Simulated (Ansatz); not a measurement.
Which functional gives which lattice for Si₂Ni?

Starting cell:

```yaml
crystal:
  lattice:
    - [0.00000, 2.69750, 2.69750]
    - [2.69750, 0.00000, 2.69750]
    - [2.69750, 2.69750, 0.00000]
  atoms:
    - { symbol: Si, position: [0.25000, 0.25000, 0.25000] }
    - { symbol: Si, position: [0.75000, 0.75000, 0.75000] }
    - { symbol: Ni, position: [0.00000, 0.00000, 0.00000] }
```

Ansatz, plane waves and PAW, scalar-relativistic (no spin–orbit coupling), 8×8×8 k-mesh. Spin-polarised, with starting moments of only 0.05 μB, left from an earlier run whose moments had collapsed. In the setting of the table the starting cell (space group Fm-3m) has 3.815 × 3.815 × 3.815 Å, angles 60.0 / 60.0 / 60.0°. Each functional was followed to zero pressure by scaling the cell, shape and atoms held, then fitted over four more volumes within ±4 % of it.

Problem. What cell, stiffness and gap does each give?

Solution. 
```
  functional  V0 (Å³/atom)                                                 cell  B0 (GPa)  B′ from the pressures               gap on the mesh  largest moment in an atom's sphere (μB)  cutoff (eV)
PBE + D3(BJ)         12.93  3.800 × 3.800 × 3.800 Å, angles 60.0 / 60.0 / 60.0°       158                    6.5  zero (metallic on this mesh)                                     none          420
    PBE + D4         12.95  3.802 × 3.802 × 3.802 Å, angles 60.0 / 60.0 / 60.0°       158                    6.6  zero (metallic on this mesh)                                     none          420
      revPBE         13.62  3.866 × 3.866 × 3.866 Å, angles 60.0 / 60.0 / 60.0°       123                      –  zero (metallic on this mesh)                                     none          420
         LDA         12.71  3.778 × 3.778 × 3.778 Å, angles 60.0 / 60.0 / 60.0°       166                    6.3  zero (metallic on this mesh)                                     none          420
```

The volumes span 7.2 %, from LDA to revPBE, and the stiffness falls as the cell grows. All end without moments, so cell, stiffness and gap are those of the non-magnetic state; with so small a start a magnetic state isn't ruled out. B′ is left blank where a third-order fit to these five points leaves it in doubt. Of 5 runs of this kind 1 is left out: 1 is in doubt (a loose fit, a gap or moment that comes and goes along the fit, no cell at zero pressure, a state that may not be the lowest or a known fault).

Points behind the fit for LDA:

| V (Å³/atom) | E − Emin (meV/atom) | P (GPa) |
| --- | --- | --- |
| 12.202 | 11.73 | 7.70 |
| 12.456 | 2.77 | 3.64 |
| 12.711 | 0.00 | 0.04 |
| 12.965 | 2.50 | -2.98 |
| 13.219 | 9.52 | -5.63 |

The functional changes the size and stiffness of this fluorite-type silicide, but not its metallic character. LDA gives the smallest, stiffest cell, as expected from its usual overbinding, while revPBE gives the largest and softest. Its stronger gradient enhancement of exchange favours inhomogeneous densities and so weakens bonding, but the missing dispersion attraction may also contribute to its larger volume than the corrected PBE cells. The two dispersion models are nearly interchangeable here.

Much of the fall from 158 to 123 GPa probably reflects the expansion itself: with B′ near 6.5, the stiffness is very sensitive to volume, as Ni–Si overlap weakens with distance.

Metallic behaviour agrees with what is known of NiSi₂. Hybridisation with Si p states places the mostly filled Ni d states largely below the Fermi level, leaving little d weight there to drive a Stoner instability, which fits the moment-free solutions. Without an uncorrected PBE result, the shares of exchange and dispersion in the volume difference can't be separated.
